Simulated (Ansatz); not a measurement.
**How methods differ on [H2PO2]− (SMILES O=[PH2][O-])**

[H2PO2]− has 5 atoms, charge -1, and is taken as a singlet. SMILES: `O=[PH2][O-]`. The coordinates come from a GFN2-xTB relaxation.

```xyz
5

O    -0.5697    0.4181    1.3449
P     0.0240   -0.0294    0.0671
O     1.0871   -1.0561    0.1054
H    -0.9935   -0.4178   -0.8312
H     0.4521    1.0853   -0.6862
```

Each level gives the energy change with the O1–P2 bond stretched from 1.478 to 1.848 Å (eV). The values are calculated.

```json
{"level": "PBE/STO-3G (restricted)", "kind": "GGA", "program": "Ansatz", "value (eV)": "0.20", "less FCI/STO-3G": "+0.21"}
{"level": "revPBE/STO-3G (restricted)", "kind": "GGA", "program": "Ansatz", "value (eV)": "0.12", "less FCI/STO-3G": "+0.13"}
{"level": "r2SCAN/STO-3G (restricted)", "kind": "meta-GGA", "program": "Ansatz", "value (eV)": "0.33", "less FCI/STO-3G": "+0.34"}
{"level": "wB97X/STO-3G (restricted)", "kind": "range-separated hybrid", "program": "Ansatz", "value (eV)": "0.33", "less FCI/STO-3G": "+0.34"}
{"level": "CCSD(T)/STO-3G (restricted)", "kind": "coupled cluster or CI", "program": "Ansatz", "value (eV)": "0.00", "less FCI/STO-3G": "+0.01"}
{"level": "CCSDT/STO-3G (restricted)", "kind": "coupled cluster or CI", "program": "Ansatz", "value (eV)": "-0.01", "less FCI/STO-3G": "0.00"}
{"level": "CCSDTQ/STO-3G (restricted)", "kind": "coupled cluster or CI", "program": "Ansatz", "value (eV)": "-0.01", "less FCI/STO-3G": "0.00"}
{"level": "FCI/STO-3G", "kind": "exact in the basis", "program": "Ansatz", "value (eV)": "-0.01", "less FCI/STO-3G": "0.00"}
```

FCI/STO-3G is exact within its basis and frozen core, so for wave-function methods in that basis the difference is their error; functionals converge differently with the basis, so for them it is only a difference. Sets without diffuse functions describe the anion poorly. The first shape isn't each level's own minimum. The values span -0.01 to 0.33 eV. All rows use very small basis sets, so none should be taken for the real molecule's value.

Stretching the P-O bond from 1.478 to 1.848 Å costs almost nothing at the FCI level, which contradicts the strong, short P-O bonds known for hypophosphite. The likely cause is the minimal basis: without d polarization functions on phosphorus, it poorly describes the polarization and the back-donation from oxygen lone pairs into P-centred σ* orbitals that shorten and strengthen the bond. The near-zero difference therefore probably reflects two points on either side of an overly long minimum, rather than a flat potential.

Within this basis, CCSD(T) is already within 0.01 eV of FCI, and full triples remove the remaining difference at the printed precision. This suggests that the stretched bond is still manageable from a single reference. All four functionals make the stretch uphill, revPBE least, in keeping with its tendency to bind more weakly than PBE. The equal values from r2SCAN and wB97X give no sign that exact exchange alone sets the order. The coupled-cluster agreement does not establish similar accuracy closer to dissociation.
